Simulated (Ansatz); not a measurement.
Bulk crystal (Gd) after relaxation:

```
Gd
1.0
     3.65157    0.00000    0.00000
    -1.82578    3.16235    0.00000
     0.00000    0.00000    5.85285
Gd
2
Direct
  0.33333 0.66667 0.75000
  0.66667 0.33333 0.25000
```

Miller indices refer to the conventional cell of P6_3/mmc (No. 194), a = 3.652 Å, b = 3.652 Å, c = 5.853 Å, α = 90.00°, β = 90.00°, γ = 120.00°.

The (001) slab of 5 planes, 11.7 Å thick with 15 Å of vacuum as cut; outer planes Gd (top) and Gd (bottom).

The calculation used DFT PBE+U, scalar-relativistic, plane waves, PAW (Ansatz 0.2.0). Settings: cutoff 420 eV, Γ-centred mesh 9×9×1 on the computed 5-atom cell, Gaussian smearing of 0.10 eV; U_eff Gd 6.00 eV on the f shells (Löwdin-orthogonalised atomic orbitals); collinear spin with starting moments 8.2 8.2 8.2 8.2 8.2 μB; the SCF started from the saved density, moments and f occupations of an earlier run in this study. The cell repeats along c with a dipole correction in the vacuum.

With the atoms at the bulk's places:

- Surface energy (mean of both faces): 0.89 J/m²
- Work function: 3.57 eV
- Spin moments in spheres of the Gd atoms (bottom, middle, top): 7.63, 7.49, 7.63 μB

Q: What changes when all atoms relax?

A: The energy falls by 0.020 J/m² a face, and the largest move is 0.09 Å.

```json
{"Surface energy (mean of both faces)": "0.87 J/m²", "Work function": "3.53 eV", "Spin moments in spheres of the Gd atoms (bottom, middle, top)": "7.59, 7.50, 7.59 μB"}
```

```csv
plane (bottom to top),atoms,"spacing to next, bulk (Å)",relaxed (Å),change (%)
1,Gd,2.926,2.809,-4.0
2,Gd,2.926,2.951,+0.8
3,Gd,2.926,2.951,+0.8
4,Gd,2.926,2.809,-4.0
5,Gd,,,
```

Slabs this thin can still miss converged surface energies by a few hundredths of a J/m² and work functions by about a tenth of an eV.

The state reached may not be the lowest one. Spin-orbit coupling is left out, which matters for the bands of heavy elements.

γ = (E_slab − N·E_bulk)/2A = 1.250 eV / (2 × 11.55 Å²) = 54.1 meV/Å² = 0.87 J/m², with N = 5 atoms. The cut crosses 3 bonds a cell (neighbours within 10 % of the shortest distances), so each costs 0.42 eV on this count. The top spacing shrinks by 4.0 %, as is usual at a metal's surface, where atoms that lost neighbours bind closer to those left; the next one widens by 0.8 %, so the relaxation alternates in sign.

The Gd surface is cheap to create and gives up electrons easily, as expected for an electropositive trivalent metal. Its cohesion comes from diffuse 5d and 6s electrons, while the half-filled 4f shell is nearly core-like and supplies most of the moment without much bonding. The excess over the pure 4f spin moment reflects 5d states polarised by intra-atomic exchange.

The outer atoms carry 7.59 μB against 7.50 μB in the middle, probably because missing neighbours narrow the surface 5d band and make it easier to polarise. Relaxation trims the outer moment from 7.63 μB, which fits this picture: the shorter top spacing restores some 5d overlap and broadens the band again. The energy gained is small beside the cost of cleavage, so lost coordination, not strain in the unrelaxed cut, sets the surface energy. The cost per cut bond is an average, since metallic bonds strengthen as coordination falls. With only parallel moments computed, the preferred magnetic coupling between the surface plane and the interior remains untested.
